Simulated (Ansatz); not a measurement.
Redistribution: C2H3Br + C3H10Si → C2H6Si + C3H7Br

Species: C2H3Br (vinyl bromide) `C=CBr`, singlet; C3H10Si `CC(C)[SiH3]`, singlet; C2H6Si (vinylsilane) `C=C[SiH3]`, singlet; C3H7Br (2-bromopropane) `CC(C)Br`, singlet. The partners trade Br for SiH3; both sit on C, so the bond types are kept.

Shapes, held fixed at every level: PBE0-D4/def2-TZVP. Programs: Ansatz 0.2.0. The zero-point and thermal change to 298 K, harmonic and unscaled (PBE0-D4/def2-TZVP), is +1.7 kJ/mol.

Estimate ΔH(298 K) of this reaction.

The highest level, CCSD(T)/def2-TZVPP, gives ΔH(298 K) = -23.6 kJ/mol; the levels span -23.6 to -19.3. The column of differences is taken from that level and isn't an error. No measured value is set beside it here. Relativity is left out for Br unless named. Correlated rows may include outer-core shells of Br, which these sets cover unevenly. Times are processor times on shared x86 and Arm servers, and rough.

```
              level                    kind  ΔH(298 K) (kJ/mol)  less CCSD(T)/def2-TZVPP  CPU time (sum over the molecules)
B3LYP-D4/def2-TZVPP           global hybrid               -22.2                     +1.4                               52 s
 PBE0-D4/def2-TZVPP           global hybrid               -19.3                     +4.3                               32 s
 wB97M-V/def2-TZVPP  range-separated hybrid               -22.0                     +1.6                              2 min
 wB97X-V/def2-TZVPP  range-separated hybrid               -22.0                     +1.6                               85 s
       MP2/def2-SVP     perturbation theory               -21.8                     +1.8                                  –
     MP2/def2-TZVPP     perturbation theory               -23.0                     +0.6                                  –
   CCSD(T)/def2-SVP   coupled cluster or CI               -22.3                     +1.3                               52 s
 CCSD(T)/def2-TZVPP   coupled cluster or CI               -23.6                      0.0                             20 min
```

Every level makes the exchange exothermic, so bromine is better placed on the isopropyl carbon and silyl on the vinyl carbon. Since the thermal term is only +1.7 kJ/mol, the preference is essentially electronic. It probably reflects matched bond polarity: the sp2 carbon is the more electronegative and suits the electropositive silyl group, while the secondary alkyl carbon better supports the positive charge induced by bromine. Conjugation of a bromine lone pair with the double bond favours the reactants, but is evidently too weak to reverse the balance, as expected from the poor overlap of a large 4p orbital with the carbon π system.

MP2 stays close to CCSD(T) in either basis, which suggests that correlation beyond second order largely cancels between such similar bonds. Enlarging the basis makes both methods slightly more exothermic, so the sign is secure, while the last kJ/mol or so is not. The enthalpy alone does not show whether the exchange would proceed at a useful rate, since no pathway was computed.
